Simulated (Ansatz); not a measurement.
# Gate voltage and capacitance of a 1T-PtSe₂ monolayer charged by two gates, PBE-D3(BJ)

The usual rule of thumb treats a gated monolayer as a metal plate: the gate voltage is the induced charge divided by the capacitance of the gap, here 3.54 μF/cm² for 5 Å of vacuum on each side. A design brief puts the rule to the test. A channel that already holds 1×10¹³ carriers per cm², electrons or holes, is to reach at least 5×10¹³ cm⁻² with no more than 2 V of additional gate voltage. Among the rows that pass, the smallest additional voltage wins. These limits are a choice made for this exercise.

The calculated quantity is the voltage between the gates and the Fermi level of the layer. Because its zero at neutrality is arbitrary for a layer with a band gap, the additional voltage is counted within each branch, from the row at −1 or +1.

## Set-up

Ansatz 0.2.0, plane-wave Kohn-Sham DFT with its default PAW datasets, PBE-D3(BJ), Coulomb interaction cut off along the normal. The layer is relaxed neutral (cell and atoms), then held. Two charged sheets, each with half the counter-charge, stand 5 Å outside the outermost atoms on both sides, behind a model barrier of 10 eV placed 1.5 Å nearer; the layer holds the opposite charge. Mesh 42×42×1, Fermi-Dirac smearing of 0.026 eV, spin-paired, no spin-orbit coupling. The voltage is read from the planar potential behind the sheets (their mean) against the layer's Fermi level.

Notes on method and selection:

- A vacuum gap of 5 Å on each side alone has a capacitance of 3.54 μF/cm².
- The capacitance is the series of the electrostatic and the quantum capacitance; at few carriers the latter depends on mesh and smearing.
- The neutral layer's Kohn-Sham gap along the symmetry path is 1.37 eV, with the valence top between K and Γ and the conduction bottom between Γ and M.
- In a layer with a gap the smearing places the neutral Fermi level somewhere in the gap, so the zero of voltage is arbitrary and only the window between the branches counts.
- Densities at which electrons spill towards the barrier, and series whose voltage is not monotonic, are not listed.
- Runs in which the search for lower states was switched off are not listed.
- Work functions and vacuum levels are read from the electrostatic potential (Hartree and local ionic parts), which a warning of a rough exchange-correlation potential in thin density does not concern.
- The default PAW datasets of this version of Ansatz are the set soft_2.
- Runs that did not converge, have known faults or may not be shown are not listed, and runs on Ansatz's PAW sets soft_1 and soft_2 are kept to separate tables.

Columns:

- carrier density (10¹³ cm⁻²): electrons added per area, negative for holes.
- gate voltage (V): gate voltage less that of the neutral layer.
- capacitance (μF/cm²): differential capacitance e·Δn/ΔV from the previous row to this one.
- equivalent distance (Å): vacuum distance with that capacitance, 2ε₀/C.

## Computed values

| member | branch | carrier density (10¹³ cm⁻²) | gate voltage (V) | capacitance (μF/cm²) | equivalent distance (Å) |
| --- | --- | --- | --- | --- | --- |
| −10 | holes | −10 | −4.258 | – | – |
| −6 | holes | −6 | −2.822 | 4.46 | 3.97 |
| −3 | holes | −3 | −1.734 | 4.42 | 4.01 |
| −1 | holes | −1 | −0.993 | 4.33 | 4.09 |
| +1 | electrons | 1 | 0.983 | – | – |
| +3 | electrons | 3 | 1.698 | 4.48 | 3.95 |
| +6 | electrons | 6 | 2.737 | 4.62 | 3.83 |
| +10 | electrons | 10 | 4.091 | 4.73 | 3.74 |

Least-squares fits to the whole series, with x = carrier density (10¹³ cm⁻²); R² and errors in the fitted variable (y, or ln y where the fit is in ln y):

| y | branch | members | fit | R² | rms residual | leave-one-out rms | the same for the mean of the others |
| --- | --- | --- | --- | --- | --- | --- | --- |
| gate voltage (V) | holes | 4 | y = −0.6396 + 0.3624 x | 1.00 | 0.0076 | 0.020 | 1.6 |
| gate voltage (V) | electrons | 4 | y = 0.6529 + 0.3449 x | 1.00 | 0.013 | 0.034 | 1.6 |

## Interpretation

Within each branch the voltage rises almost linearly, by 0.3624 V per 10¹³ cm⁻² for holes and 0.3449 V for electrons. The leave-one-out errors, 0.020 and 0.034 V, are far below the 1.6 V obtained from the mean of the others. A density of 10¹³ cm⁻² carries 1.602 μC/cm², so the vacuum gap alone would require 1.602 / 3.54 = 0.453 V. The differential capacitance is accordingly 4.33 / 3.54 = 1.22 to 4.73 / 3.54 = 1.34 times that of the gap.

The capacitances add in series, 1/C = 1/C_el + 1/C_q. Filling of states (C_q) can only lower C, so it does not explain the excess. The likely cause is electrostatic: the induced charge sits in the outer tails of the selenium orbitals, closer to the gates than the nuclei from which the 5 Å are measured. The equivalent distances are shorter than 5 Å by 0.91 to 1.26 Å.

The capacitance also grows with density, from 4.48 to 4.73 μF/cm² for electrons and from 4.33 to 4.46 μF/cm² for holes. A quantum capacitance that increases as the Fermi level enters the band would act this way in both branches. Added electrons also spread outwards, which raises C further, whereas removing electrons draws the charge inwards and opposes the rise. This may be why the hole branch is flatter.

The plate rule also omits the band gap. From −1 to +1 the voltage changes by 0.993 + 0.983 = 1.976 V, against 2 × 0.453 = 0.91 V for the vacuum gap. The excess, 1.976 − 0.91 = 1.07 V, reflects the Kohn-Sham gap of 1.37 eV. It is smaller than the gap partly because charging the layer costs less than the plate rule assumes. Smearing, which lets carriers appear before the Fermi level reaches a band edge, acts in the same direction.

## Outliers

All eight rows follow their branch line to within about 0.015 V. The small deviations have a pattern: in both branches the voltage rises slightly more steeply at low density, as the capacitances show. The rows at −1 and +1 deserve the most caution, because the quantum capacitance at few carriers depends on mesh and smearing.

A warning of a rough exchange-correlation potential in thin density was given for every listed density and for the neutral reference. It singles out no row, and the potential behind the sheets is electrostatic, so that reading is not affected. The steady rise of the voltage is not a finding in itself, since series without it are not listed, nor are densities at which electrons spill towards the barrier.

## Choosing a member

The rows at −3 and +3 miss the required density. The rows at −10 and +10 reach it but need too much additional voltage: 4.258 − 0.993 = 3.265 V for holes and 4.091 − 0.983 = 3.108 V for electrons. Two rows pass:

- +6: 2.737 − 0.983 = 1.754 V
- −6: 2.822 − 0.993 = 1.829 V

Both add 5 × 1.602 = 8.01 μC/cm². The mean capacitance over the step is therefore 8.01 / 1.754 = 4.57 μF/cm² for electrons and 8.01 / 1.829 = 4.38 μF/cm² for holes. The plate rule would give 8.01 / 3.54 = 2.26 V and would wrongly reject both rows.

The field in each vacuum gap follows from F = e·n / (2ε₀), with ε₀ = 8.854 pF/m. At 6×10¹³ cm⁻² the charge is 6 × 1.602 × 10 = 96.1 mC/m², and F = 96.1 / (2 × 8.854) = 5.43 V/nm.

PBE underestimates band gaps, but the additional voltage is counted inside one branch and does not cross the gap, so most of this error drops out. What remains is mainly the position of the induced charge, besides the dependence of the starting rows on mesh and smearing, which the following estimate leaves out. The voltage across a vacuum gap is proportional to its width, so an assumed error of 0.1 Å on each side changes the 2.26 V of the 5 Å gap by 2.26 × 0.1 / 5 = 0.045 V. The results become 1.75 ± 0.05 V and 1.83 ± 0.05 V, both still below 2 V.

The pick is +6, with −6 as runner-up. That both meet the brief is well supported; their order is less so. The lead is 1.829 − 1.754 = 0.075 V, and errors of 0.1 Å with opposite signs in the two branches would shift it by 0.09 V. Relaxation could also affect the order: the atoms are held at their neutral positions, and the forces on selenium along the normal grow towards high densities of either sign. With the gates fixed, letting the atoms relax should lower the additional voltage, because their displacement helps to accommodate the added charge, but the gain may differ between the branches.

## Rules of thumb and their limits

Between 1 and 10×10¹³ cm⁻² of either sign, additional carriers cost about 0.35 V per 10¹³ cm⁻² in this geometry, roughly a fifth to a quarter less than the plate rule predicts. Crossing from holes to electrons costs the band gap as well.

Two omitted effects are likely to matter more than the 9 % spread in capacitance. A dielectric or electrolyte in place of the vacuum would raise the electrostatic capacitance, roughly twofold or more at equal thickness, and would make the quantum capacitance count for more. A quasiparticle correction to the PBE gap would widen the voltage window between the branches, by an amount that depends on screening by the surroundings, with little effect on the slopes.
